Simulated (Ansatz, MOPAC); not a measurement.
# Isomers of CH5Ge

2 of its isomers, all doublets with charge 0: A = `[CH3][GeH2]`; B = `[CH2][GeH3]`.

Shapes, held fixed at every level: PBE0-D4/def2-TZVP. Programs: Ansatz 0.2.0, MOPAC 23.2.5.

A:

```xyz
7

C    -0.2476   -0.8093   -0.2064
Ge    0.3960    0.8248    0.6630
H    -1.1532   -1.1664    0.2838
H     0.5131   -1.5881   -0.1570
H    -0.4732   -0.6034   -1.2556
H    -0.6731    1.9408    0.6212
H     1.6992    1.3337    0.0053
```

B:

```xyz
7

C    -0.2359   -1.1395    0.1092
Ge    0.1747    0.7246   -0.0929
H    -1.1738   -1.5613   -0.2341
H     0.4396   -1.8263    0.6066
H    -0.4322    1.2607   -1.4006
H    -0.4096    1.5452    1.0755
H     1.6985    0.9287   -0.1093
```

Electronic energies in kJ/mol, without zero-point or thermal terms.

```tsv
level	kind	B − A
PM6	semi-empirical	+43.6
HF/def2-TZVPP	Hartree–Fock	+53.3
SPW92/def2-TZVPP	LDA	+98.0
r2SCAN-D4/def2-TZVPP	meta-GGA	+74.7
B3LYP/6-31G* (spherical functions)	global hybrid	+86.9
B3LYP-D4/def2-TZVPP	global hybrid	+80.4
wB97M-V/def2-TZVPP	range-separated hybrid	+86.2
CCSD(T)/def2-SVP	coupled cluster or CI	+79.9
CCSD(T)/def2-TZVPP	coupled cluster or CI	+77.6
```

The highest level, CCSD(T)/def2-TZVPP, puts A lowest of these. All levels agree on that. The B − A difference spans +43.6 to +98.0 kJ/mol over the levels. Open shells run unrestricted unless RO is named. Relativity is left out for Ge unless named. Correlated rows may include outer-core shells of Ge, which these sets cover unevenly. NDDO rows are differences of heats of formation.

The unpaired electron is better placed on germanium than on carbon: CH3GeH2 lies below CH2GeH3 at every level, by +77.6 kJ/mol at the highest. The main reason is the bond inventory. Moving a hydrogen from germanium to carbon exchanges a Ge–H bond for a stronger C–H bond, whose carbon orbital is more compact and overlaps better with hydrogen 1s. The radical centres differ accordingly: the germyl centre is pyramidal, with appreciable s character in its singly occupied orbital, whereas the carbon centre in B is essentially planar, with a nearly pure p orbital. Hyperconjugation with the Ge–H bonds probably helps B, but not enough to offset the bond exchange.

Hartree–Fock captures the preference but underestimates it, which suggests that correlation favours the additional C–H bond, while LDA exaggerates the gap. The small change between the two coupled-cluster basis sets supports a substantial preference for A. The energy difference says nothing about how readily B rearranges, since the 1,2-hydrogen shift may have a considerable barrier.
